Q: If I squeeze or stretch cobalt, how strongly does its magnetism react?

A: Weakly. One percent of volume changes the magnetic moment by about half a percent. Over the whole range here, the volume grows by about 13 percent and the moment by 6 percent. The moment counts the surplus of electrons with one spin direction, the majority, over those with the other, the minority. It is listed for a cell of two atoms, in Bohr magnetons (muB), as spin moment only.

Co (space group P6_3/mmc, 2 atoms per cell), computed with Ansatz 0.2.0: all-electron LAPW, PBE, scalar-relativistic, Gaussian nuclei, basis error target 1 meV/atom. The measured cell (COD) is scaled at fixed shape, with a 19 × 19 × 10 k-point mesh, Fermi-Dirac smearing of 0.08 eV and spins started parallel. Pressure is positive in compression.

```tsv
V/V(given)	volume (Å³/atom)	pressure, LAPW (GPa)	cell moment, LAPW (muB)
0.9405	10.57	6.08	3.18
0.9800	11.02	-2.86	3.25
1.0000	11.24	-6.67	3.29
1.0200	11.47	-10.05	3.32
1.0600	11.91	-15.75	3.37
```

Q: The moment grows in every step of expansion. I think I know why. Squeezing broadens the d bands, so the top of the majority d band is pushed above the Fermi level and loses electrons. Expansion fills it again.

A: That would be a good explanation if the majority d band had holes. Take the rows at volume ratios 0.98 and 1.02 and count the majority bands from below. Eight come from the 3s and 3p shells, and ten more equal the ten d orbitals of two atoms in number. At the centre of the Brillouin zone an s level lies lowest and moves one d level up into the 19th band, but that level is filled too. The top of the 18th band lies 0.57 eV below the Fermi level in the first row and 0.66 eV below it in the second. The smearing of the occupations is only 0.08 eV, so these bands are full in both rows.

Q: And in the most compressed row?

A: If I extend the line through those two rows, the margin at 0.9405 is still about 0.5 eV. That is an extrapolation, but it leaves plenty of room. Your holes don't open in this range.

Q: Then the moment should be locked. A full band can't take more electrons.

A: The full bands are locked, but there are higher ones. Call x the number of majority electrons per cell above the 18th band. The calculation treats 34 electrons outside the deep core, so the majority holds 18 + x and the minority 16 − x. The difference is the moment in muB, 2 + 2x. An electron that changes sides counts twice, because one spin gains it and the other loses it.

Q: Does that work for your two rows?

A: It has to, since it is only counting, but it shows where to look. From 0.98 to 1.02, x goes from 0.627 to 0.660. The gain of about 0.03 electrons, doubled, is the 0.06 muB by which the moment rises. So the question is why the upper majority bands take in a few hundredths of an electron when the metal expands.

Q: Those upper bands are mostly s and p, I suppose, and such electrons are nearly free. A larger box holds more of them.

A: Let us test that in its simplest form, a uniform gas filled from the bottom of the lowest valence band up to the Fermi level. The number of electrons in such a gas goes as the volume times the depth of the filling to the power 3/2. Between our two rows the volume grows by 4.1 percent, but the depth shrinks by 2.5 percent. The product is 1.041 × 0.975^1.5, which is 1.00 to two decimals. The larger box is also a shallower one.

Q: So the gas hardly gains any electrons.

A: It would raise the moment by 0.003 muB, about a twentieth of the computed rise. It also puts 1.34 majority electrons per cell where the count above the full bands finds 0.63. The uniform gas is therefore out. An exchange of electrons between d states and s and p states is not, because the real upper bands are mixtures of these.

Q: What is left?

A: The d bands do narrow on expansion, as you said at the start. What matters is the effect on the minority spin, whose d band is partly empty. Neighbouring d orbitals overlap less when the atoms move apart, and the standard theory of d bands makes the width fall as the volume to the power −5/3. Between our two rows, the separation of two d levels at one point of the Brillouin zone follows a power of −1.65 in the majority spin and −1.41 in the minority. By that measure, a volume increase of 4 percent narrows the minority band by more than 5 percent.

Q: How does a narrower minority band put electrons into the majority?

A: Think of the empty states at the top of the minority d band. In a narrower band, the same number of empty states covers a smaller energy range, so the Fermi level lies closer to the band top. Seen from the majority states, the Fermi level has then moved up. It reaches further into the upper majority bands, and these fill at the expense of the minority.

Q: Can you put numbers to that?

A: Measure everything from the tops of the two 18th bands. At 0.98 the Fermi level is 1.362 eV below the minority top, and at 1.02 it is 1.305 eV below. This alone lifts it by 0.057 eV relative to the majority top. The full lift is 0.087 eV, so the shallower minority top supplies about two thirds.

Q: And the other third?

A: That comes from the two band tops moving apart, by 0.087 − 0.057 = 0.030 eV. Exchange between the electrons pushes the two spins' levels apart in proportion to the moment. A pair of d levels shows this well: their splitting is 1.02 eV for each muB of atomic moment in both rows. I therefore read the extra splitting as an answer to the larger moment, which then helps it to grow a little more. That order of cause and effect is an argument from theory; the numbers show only that the two go together.

Q: Does the Fermi level really rise within the bands that are being filled?

A: Yes. It lies 1.17 eV above the bottom of the 19th majority band at 0.98, and 1.22 eV above it at 1.02. That bottom is a d level, though. Measured from the lowest s level, the Fermi level sinks, as the test of the gas showed. The upper bands are mixtures and feel both, so this supports the third explanation without proving it.

Q: Is such a small shift enough to bring in the electrons?

A: A rough check says so. To gain 0.03 electrons from a lift of 0.05 to 0.09 eV, depending on which majority level you measure from, the upper bands need roughly 0.4 to 0.6 states per eV and cell. The electronic entropy of the run points to about 1.9 states per eV for both spins together. The demand fits within that total, and most of the rest would belong to the minority d band. This makes the explanation plausible in size, but it does not predict the rise.

Q: Could I at least use a simple law for the moment?

A: Within this range, take the square root of the volume. A power law fitted to all five rows, our two included, has an exponent of 0.49 and misses the moments by about 0.2 percent. The exponent isn't a constant of cobalt, though. From one row to the next it falls from about 0.55 at the compressed end to about 0.4 at the expanded end, so I wouldn't carry the law far beyond the table. The output printed below has the steps.

Q: What does this mean for a part under load?

A: Going from 0.98 to 0.9405 takes about 9 GPa and costs about 2 percent of the moment. That is roughly a quarter of a percent per gigapascal. Note that the row at ratio 1 is not the unloaded metal of this calculation: its pressure is −6.67 GPa, which means tension. Zero pressure lies near 10.9 Å³ per atom.

Q: So a compressed cobalt magnet is a weaker one?

A: Per atom, yes; per volume, no. The moment falls only about half as fast as the volume, so the moments are packed more densely. In the step we just took, the volume shrinks by 4 percent and the moment by 2, and the spin magnetisation, which is moment per volume, rises by about 2 percent.

Q: And if I meet another ferromagnetic metal, where do I start?

A: Ask first whether its majority d band is full. If it is, the moment can change only through the few electrons in the higher bands, and a weak response to volume is the natural guess. If the majority d band has holes, your first explanation comes back into play, and the moment can react much more strongly.

Numerical output:

```
Filling of majority bands above the 18th:
     row  electrons per cell  rebuilt moment in muB  local exponent of moment
  0.9405              0.5906                  3.181                       n/a
    0.98              0.6274                  3.255                    0.5485
     1.0              0.6441                  3.288                    0.5183
    1.02              0.6595                  3.319                    0.4597
    1.06              0.6857                  3.371                    0.4161
Rise of cell moment from smallest to largest volume (percent): 5.975
fit of log(M_LAPW) on 5 rows: constant -0.001124 +/- 0.059, coefficient of log(V) 0.4917 +/- 0.024; rms 0.00168, worst 1.0 -0.00233, leave-one-out rms 0.0036
Volume at zero pressure by interpolation (angstrom^3/atom): 10.88
Cell moment at zero pressure by interpolation (muB): 3.228
Fermi level above top of majority band 18 at 0.98 (eV): 0.5715
Fermi level above top of majority band 18 at 1.02 (eV): 0.6587
The same margin extrapolated to 0.9405 (eV): 0.4851
Fermi level below top of minority band 18 at 0.98 (eV): 1.362
Fermi level below top of minority band 18 at 1.02 (eV): 1.305
Growth of majority margin from 0.98 to 1.02 (eV): 0.08722
Part of growth from shallower minority top (percent): 65.59
Exponent of majority d level separation against volume: -1.646
Spin splitting per atomic moment at 0.98 (eV/muB): 1.024
Spin splitting per atomic moment at 1.02 (eV/muB): 1.025
Fermi level above bottom of majority band 19 at 0.98 (eV): 1.167
Fermi level above bottom of majority band 19 at 1.02 (eV): 1.22
Free gas count of majority electrons at 0.98 (per cell): 1.337
Moment rise by free gas from 0.98 to 1.02 (muB per cell): 0.00342
Moment rise computed with PAW from 0.98 to 1.02 (muB per cell): 0.0645
Majority level density needed (states per eV and cell): 0.3685
Total level density from electronic entropy at 0.98 (states per eV and cell): 1.861
```
